Why does a metal resist being squeezed more than it resists being stretched by the same amount of volume? In Ir₃Rh the two kinds of atom sit in an ordered, almost undistorted close-packed lattice, so the question is as plain as it can be for an alloy: one lattice, one size parameter, and an energy that rises on both sides of its minimum.

Ir3Rh (I4/mmm, 4 atoms in the cell), shape and atoms relaxed at each volume with Ansatz 0.2.0: plane-wave PAW, r2SCAN, scalar-relativistic, no spin polarisation. Cutoff 500 eV, k mesh 16×16×16, Gaussian smearing of 0.1 eV. Energies count from the minimum of a third-order Birch-Murnaghan fit; pressures come from the stress, positive in compression.

| volume per atom (Å³/atom) | energy over minimum (meV/atom) | pressure (GPa) |
| --- | --- | --- |
| 13.221 | 63.3 | 25.67 |
| 13.643 | 14.8 | 11.68 |
| 14.065 | 0.0 | 0.00 |
| 14.487 | 13.3 | -9.73 |
| 14.909 | 50.0 | -17.81 |

The energy over minimum is counted from the bottom of the fitted energy curve, and a negative pressure means that the crystal is being pulled apart. Removing 6 % of the volume costs 63.3 meV per atom, while adding 6 % costs only 50.0. The pressures are lopsided in the same sense. No row is irregular: all five belong to one smooth metallic branch, with the crystal symmetry held fixed by the relaxations.

The pressures were computed from the stress in the crystal, not from differences of energy, so they give a second view of nearly the same curve. The work they do between the relaxed volume and each end of the scan (the area under pressure against volume, by Simpson's rule) is 63.6 meV per atom on compression and 49.8 on expansion. The asymmetry therefore belongs to the computed metal and is not scatter in the energies. The small remaining gap comes from the smearing: the stress is the slope of the smeared free energy, which rises by 63.5 and 49.8 meV per atom at the two ends, whereas the table lists energies extrapolated to zero smearing.

**First limit: a spring that never breaks**

Let $x$ be the relative change of every bond length, $x=(V/V_0)^{1/3}-1$, with $V$ the volume per atom and $V_0$ its relaxed value. The simplest solid has $E=\tfrac12 Kx^2$, where $E$ is the energy over minimum. The spring constant follows from the bulk modulus $B_0$, the resistance to a change of volume at zero pressure: $K=9V_0B_0$. The equation-of-state fit to the five energies gives $B_0=354.8$ GPa.

Even this spring is slightly lopsided in the table, because equal steps of volume are not equal steps of length. Bonds shorten by 2.04 % at the smallest volume and lengthen by 1.96 % at the largest. The spring then puts the two end energies 4.5 meV per atom apart, whereas the calculation has them 13.3 apart. Geometry accounts for about a third of the asymmetry, and the rest must come from a spring that changes as it is stretched.

**Second limit: bonds that let go**

A real bond has to let go in the end. Far apart, the atoms no longer pull on each other, and the energy levels off at the cost $D$ of taking the crystal apart into free atoms. A simple smooth curve that starts as the spring and ends on this plateau is the Rydberg form,

$$E=D\left[1-(1+\eta x)e^{-\eta x}\right],\qquad \frac{dE}{dx}=Kx\,e^{-\eta x},\qquad \eta=\sqrt{K/D}.$$

The middle expression carries the physics. It is the force of the spring multiplied by a factor that fades as the bonds lengthen and grows as they shorten. If the well were infinitely deep, $\eta$ would vanish and the unbreakable spring would return. For curves of this shape, a shallower well at a given stiffness makes the bonds give way sooner, and the curve is more lopsided already near its minimum. Depth and stiffness alone would not settle this. The link rests on the assumed shape. The version of this curve usually fitted to metals carries a further small cubic term, which would make it more lopsided than the plain form used here.

**The estimate in numbers**

With 1 eV/Å³ equal to 160.2 GPa, the spring constant is $K=9\times14.065\times354.8/160.2\approx280$ eV per atom. For $D$ I take rough recalled cohesive energies, 6.9 eV for iridium and 5.8 eV for rhodium, weighted three to one, which gives about 6.6 eV per atom. Hence $\eta=\sqrt{280/6.6}\approx6.5$.

For small $x$ the Rydberg energy is the spring energy times $1-\tfrac23\eta x$. At the smallest volume $x=-0.0204$, so the spring energy of 58.4 meV is raised by the factor $1+\tfrac23\times6.5\times0.0204\approx1.09$, to about 64 meV. At the largest volume the same correction lowers the spring energy from 53.9 to about 49 meV. One correction with opposite signs on the two sides thus produces most of the asymmetry.

Both rows had a share in fixing $B_0$, so the general height of the curve is an input. The difference between its two sides is the real test, since $D$ comes from elsewhere. The full Rydberg form makes that difference 14.3 meV per atom, about 8 % more than the calculated 13.3. Part of the excess arises because $x$ is counted from the relaxed row, whose volume lies slightly above the bottom of the fitted energy curve (14.063 Å³). The cell relaxes to the minimum of the smeared free energy, and since the smearing entropy grows with volume, that minimum lies a little further out. To remove the rest, the well would have to be more than a tenth deeper than the recalled values make it. The test can't tell whether the depth or the assumed shape of the well is to blame. Nor does good agreement show that this is the only curve that would do.

**What it means for stiffness**

The same lopsidedness can be read as a stiffness that depends on pressure. Taken from the pressure change between neighbouring rows, the bulk modulus falls from 445 GPa between the two smallest volumes to 281 GPa between the two largest. A straight line fitted by least squares to the four intervals rises by 5.0 GPa for each GPa of pressure. In practical terms, over this range a pressure of 10 GPa makes the metal about 50 GPa stiffer.

This slope is the pressure derivative $B'$ of the bulk modulus. The unbreakable spring would have $B'=1$, and the Rydberg form has $B'=1+\tfrac23\eta$, here 5.3. A well 20 % deeper or shallower would shift this to 5.0 or 5.8. A value near five is thus what the Rydberg form expects for a metal with this volume, stiffness and depth of well.

**Where the fading comes from**

In metals such as iridium and rhodium, most of the binding comes from d orbitals that overlap with those of neighbouring atoms. It is opposed by the repulsion between electrons crowded into too little space. Both weaken as the atoms part, but the repulsion is steeper and fades faster. It is this steep repulsion that makes the crystal stiff, so the spring softens as the bonds lengthen. The Rydberg form is the limit in which an exponential repulsion and an exponential attraction fade at the same rate. Unequal rates at the same stiffness and depth are expected to make the curve more lopsided, so this picture explains the sign of the asymmetry but does not bring the estimate closer to the calculation.

The calculated bands give a hint of how quickly the coupling between neighbouring orbitals fades. At the Fermi level neighbouring bands overlap in energy, and this overlap shrinks by 19 % from the smallest volume to the largest. Bands of d orbitals, whose width falls as the fifth power of distance, would shrink by 18 %, and free-electron bands by only 8 %. The shrinkage is close to what d bands would give, and the electron count also suggests that d bands lie at the Fermi level, but a single energy difference can't prove their character. Spin–orbit coupling, which is strong in iridium and was left out, could change the size of this band overlap.

The stretched end calls for one more caution. Narrower bands favour magnetism, and the calculation did not allow for it. Both elements are non-magnetic as bulk metals, so the assumption is reasonable, but it was not tested here. A magnetic state at the largest volume would lower the energy there and make the curve more lopsided still.

For a similar metal, the asymmetry can be roughly guessed from three numbers: volume per atom, bulk modulus and cohesive energy. They combine into $\eta=\sqrt{9V_0B_0/D}$, and within the Rydberg form a larger $\eta$ means a greater relative difference between squeezing and stretching. The rule was tried here on one alloy only and should not be trusted to rank metals with different kinds of bonding.
